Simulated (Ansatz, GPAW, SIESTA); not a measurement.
**One calculation of Ti3S2, 3 ways**

```
CELL_PARAMETERS angstrom
2.71311 1.56642 3.23762
-2.71311 1.56642 3.23762
0.00000 -3.13283 3.23762
ATOMIC_POSITIONS crystal
Ti 0.00000 0.33565 0.66434
Ti 0.66434 0.00000 0.33565
Ti 0.33565 0.66434 0.00000
S 0.16784 0.16784 0.16784
S 0.83216 0.83216 0.83216
```

The cell comes from a database or a generator and needn't be the stable form of this composition.

Alike in all runs: task band structure; functional PBEsol; k mesh 6 × 6 × 6; occupations fermi-dirac, width 0.05 eV; no spin polarisation; no spin-orbit coupling. Pressure is positive in compression and, in plane waves, holds the error of the finite cutoff, which Ansatz's Pulay term estimates and takes out.

```tsv
program and potentials	plane-wave cutoff (eV)	notes	pressure (GPa)
Ansatz, Ansatz PAW	420	potentials made for PBE, which Ansatz adapts in part	-4.47
SIESTA, files PseudoDojo sr-pbesol-0.4.1-standard, DZP (energy shift 0.003 Ry; two zetas on semicore shells)	-	atomic basis	-3.25
GPAW, PAW data sets generated for this functional	600	-	-4.44
```

Force on atom 2 (Ti), eV/Å:

| program and potentials | x | y | z |
| --- | --- | --- | --- |
| Ansatz, Ansatz PAW | 0.022 | 0.038 | 0.000 |
| SIESTA, files PseudoDojo sr-pbesol-0.4.1-standard, DZP (energy shift 0.003 Ry; two zetas on semicore shells) | -0.025 | -0.043 | 0.000 |
| GPAW, PAW data sets generated for this functional | 0.014 | 0.024 | 0.000 |

The pressure spans -4.47 (Ansatz, Ansatz PAW) to -3.25 GPa (SIESTA, files PseudoDojo sr-pbesol-0.4.1-standard, DZP (energy shift 0.003 Ry; two zetas on semicore shells)). Rows in atomic bases carry the error of their basis and grid, which can be large.

The functional is the same throughout but for its coding, so the spread measures potentials, basis and numerics; runs on potential files found faulty are left out.

All three runs give a negative pressure, so at this functional the cell is stretched and would shrink if released. A likely reason is that the geometry was relaxed with PBE, whose stronger gradient enhancement of exchange usually gives longer bonds than PBEsol.

The coordinates describe titanium layers stacked almost directly above one another, with sulfur in trigonal prisms between them and some prisms left empty in an ordered way. The empty prisms make the surroundings of each titanium uneven, leaving it free to shift along its twofold axis. The printed force lies along that axis, as symmetry requires. It is small in every run, but SIESTA reverses its sign, possibly through its more limited basis, so the direction of the remaining shift is not settled.

The agreement between Ansatz and GPAW at -4.47 and -4.44 GPa supports the tension itself, but small forces show only that the atoms are nearly balanced within this fixed cell, not that the vacancy order is preferred over other arrangements.
